Band gaps of SiC3 (ordered alloy on a diamond lattice, space group P-4m2, 4 atoms per cell) at the r2SCAN-relaxed geometry, computed with Ansatz 0.2.0 (plane-wave PAW, no spin polarisation). The k mesh is 10×10×6 for PBE and r2SCAN and 6×6×4 for the other levels. The G0W0 gap is the PBE gap plus the G0W0 shift, computed with a screening cutoff of 120 eV.

```tsv
level of theory	band gap (eV)	least direct gap (eV)	rough cost in core time (min)
PBE	1.414	1.859	0.063
r2SCAN	1.645	2.151	0.097
HSE06	2.331	2.890	0.57
PBE0	3.065	3.634	0.53
G0W0/PBE 120eV	2.183	n/a	0.59
```

In this crystal, replacing one semilocal functional by the other moves the band gap by about a quarter of an eV. A quarter of exact exchange at short range opens the gap by about 1 eV, and the same fraction at long range adds roughly another three quarters. A k mesh that steps over the lowest conduction valley costs a further quarter of an eV. The atoms sit at the same positions in every row, so the steps come from the electronic theory and the sampling, not from the structure.

### What exchange does to a gap

PBE gives the smallest gap, and the reason is well understood. Its potential is the same for a filled and for an empty state. True exchange isn't: an electron in a filled state is surrounded by a region from which electrons of its own spin are pushed away, and this lowers its energy. An added electron in an empty state gains much less. A semilocal functional spreads the benefit over both, so the two edges come out too close together.

r2SCAN also looks at the kinetic-energy density of the orbitals, which lets its potential act somewhat differently on different states. That recovers a little of the distinction, and the gap rises by 0.23 eV. Hybrid functionals go further and replace a quarter of the semilocal exchange by exact exchange. HSE06 does so only at short range, PBE0 at every distance, and PBE0 ends at more than twice the PBE gap.

The direct gap at Γ, the centre of the Brillouin zone, is the cleanest place to compare them, because every functional is read there at the same k point. Of the whole opening from PBE to PBE0, 58 % is already present in HSE06. The rest, 0.74 eV, is the work of long-range exchange, and its size can be estimated by hand.

### The long-range step worked out

HSE06 cuts the Coulomb repulsion $1/r$ into a short-range and a long-range part. The long-range part is $\mathrm{erf}(\omega r)/r$, where $r$ is the distance between two electrons and $\omega$ is usually 0.11 per bohr. This function is smooth and changes only over a distance of about $1/\omega$, or some 5 Å. The exchange hole, the region cleared around an electron in a filled state, is mostly only a bond length or two across. Over most of the hole the interaction is therefore close to its value at zero distance, $2\omega/\sqrt{\pi}$.

The hole contains exactly one electron's worth of charge, so full long-range exchange lowers a filled state by about $2\omega/\sqrt{\pi}$. An empty state is orthogonal to all filled ones and gains nearly nothing. With a quarter of exact exchange the gap should open by

$$\tfrac14\cdot\frac{2\omega}{\sqrt{\pi}}=\tfrac14\cdot\frac{2\times0.11}{1.77}\times27.2\ \text{eV}\approx0.84\ \text{eV}.$$

No gap from the table enters this estimate, and it lies about 14 % above the computed step in the direct gap. An overshoot is what the argument leads one to expect, since the interaction does weaken towards the rim of the hole. The indirect gap opens by almost the same amount, 0.73 eV, as it should if the step depends little on which states form the edges. The same reasoning would not work for the short-range part, which varies steeply inside the hole.

The band edges show the mechanism at work. From HSE06 to PBE0 the valence top falls by 0.37 eV and the conduction bottom rises by 0.36 eV. The rise has a simple source: a quarter of the long-range semilocal exchange is taken away, which pushes both edges up. Exact exchange more than makes up for this in the filled states but hardly acts on the empty ones. In a neighbouring semiconductor with an equally compact exchange hole, the step between the two hybrids should therefore be similar, whatever the gap itself.

### How much long-range exchange is right

In a solid, the other electrons screen exchange between distant points. The fraction that survives is roughly the inverse of the dielectric constant, here about 0.14. PBE0 keeps 0.25 at long range and HSE06 keeps none. Theory thus argues that PBE0 opens the gap too far, but it also leaves room for HSE06 to open it too little.

G0W0 computes the screening instead of prescribing it, and its gap lies 0.15 eV below that of HSE06. At finite numbers of bands and a finite cutoff it typically falls 6 to 9 % short of its own basis limit. A shortfall of that size would put the limit at 2.3 to 2.4 eV, around the HSE06 value, so the order of these two levels is unsettled. PBE0 would still stand more than half an eV higher. The agreement between G0W0 and HSE06 is support, not a measurement: G0W0 built on PBE inherits a screening that tends to be too strong, and this holds its gap down.

### The k mesh counts as a level of theory

The lowest conduction state lies neither at Γ nor at the zone edge, but about 85 % of the way from Γ to M, a corner of the zone's square cross-section through Γ. It is a valley much like the one in silicon. A 6×6×4 mesh has no point close to it. Read from that mesh alone, the PBE gap would be 0.23 eV higher than the printed one, which is as large as the step from PBE to r2SCAN, and the hybrid gaps would be 0.28 eV higher.

The printed hybrid gaps avoid this error because the bands were also evaluated at a point in the valley. On the denser 10×10×6 mesh the same correction is only 0.03 eV for r2SCAN. The PBE value is read from a mesh point beside the valley and is probably too high by a similar amount.

For G0W0 the valley matters in another way. Its correction was computed between Γ and M and then added to the PBE gap at the valley. The HSE06 correction to PBE changes by about 0.05 eV between the coarse-mesh gaps and the printed ones. Part of that change arises only because PBE is read beside the valley and HSE06 in it, so the transfer itself probably errs by no more than a few hundredths of an eV. The slightly high PBE gap is carried into the G0W0 value as well.

### Choosing a level

If the question is only whether the gap is indirect, PBE is enough: all four density functionals agree on that. PBE also gives a first position for the valley, but the other functionals were read at the point found with PBE, so these runs don't test whether the valley shifts a little between levels. The distance from the indirect to the direct gap grows only from 0.45 eV in PBE to 0.57 eV in PBE0, and part of that growth probably comes from reading PBE beside the valley. The gap itself more than doubles. r2SCAN costs about half as much again as PBE, partly because it ran with a higher plane-wave cutoff, and closes only about a quarter of the distance to the HSE06 gap.

If the size of the gap matters to a few tenths of an eV, HSE06 is the sensible choice here. In this table it costs about nine times as much as PBE, and PBE0 and G0W0 cost about the same as HSE06. These ratios flatter the expensive methods, because they ran on a mesh with about a quarter of the k points. Exact exchange couples pairs of k points, so a hybrid on the dense mesh could cost up to $4.17^2\approx17$ times as much. For four atoms even that is minutes of core time; for a large cell it decides what can be done.

If a decision turns on 0.1 eV, no single row suffices. The G0W0 calculation would have to be converged in bands, cutoff and k points, with the valley itself included. Its dependence on the PBE starting point would need a test of its own, because convergence doesn't remove it. The motion of the atoms would also have to be added, which even at zero temperature lowers the gap of diamond by very roughly 0.3 eV. The gap also belongs to this particular ordered arrangement of silicon and carbon, whose stability against vibrations is untested.

The differences and ratios used here are listed in the printed output below. The working rule is to find the valley with a cheap functional on a dense mesh, and then to spend the expensive calculation on the band edges at exactly those points. A better functional read at the wrong k point can lose a good part of what it was bought for.

Printed output of the fit:

```
Steps between levels:
             row  gap above PBE (eV)  gap over PBE gap  direct gap above PBE (eV)  direct less indirect gap (eV)  cost over PBE cost
             PBE                   0                 1                          0                          0.445                   1
          r2SCAN               0.231             1.163                      0.292                          0.506                1.54
           HSE06               0.917             1.649                      1.031                          0.559               9.048
            PBE0               1.651             2.168                      1.775                          0.569               8.413
  G0W0/PBE 120eV               0.769             1.544                        n/a                            n/a               9.365
PBE0 less HSE06, indirect gap (eV): 0.734
PBE0 less HSE06, direct gap (eV): 0.744
Share of the PBE to PBE0 direct-gap opening already in HSE06 (percent): 58.08
Valence top, PBE0 less HSE06 (eV): -0.3713
Conduction bottom, PBE0 less HSE06 (eV): 0.362
Estimated opening by long-range exchange (eV): 0.8444
Estimate over computed direct-gap opening: 1.135
r2SCAN gap on bare 10x10x6 mesh less printed gap (eV): 0.02971
HSE06 gap on bare 6x6x4 mesh less printed gap (eV): 0.2766
PBE0 gap on bare 6x6x4 mesh less printed gap (eV): 0.2787
PBE gap on bare 6x6x4 mesh less printed gap (eV): 0.2302
HSE06 less PBE, both on bare 6x6x4 mesh (eV): 0.9635
Change of the HSE06 shift from coarse mesh to printed gaps (eV): 0.04647
HSE06 less G0W0 (eV): 0.148
G0W0 gap if 6 percent short of its basis limit (eV): 2.322
G0W0 gap if 9 percent short of its basis limit (eV): 2.399
Inverse dielectric constant, largest: 0.1463
Inverse dielectric constant, smallest: 0.1422
Full k points, 10x10x6 over 6x6x4: 4.167
```
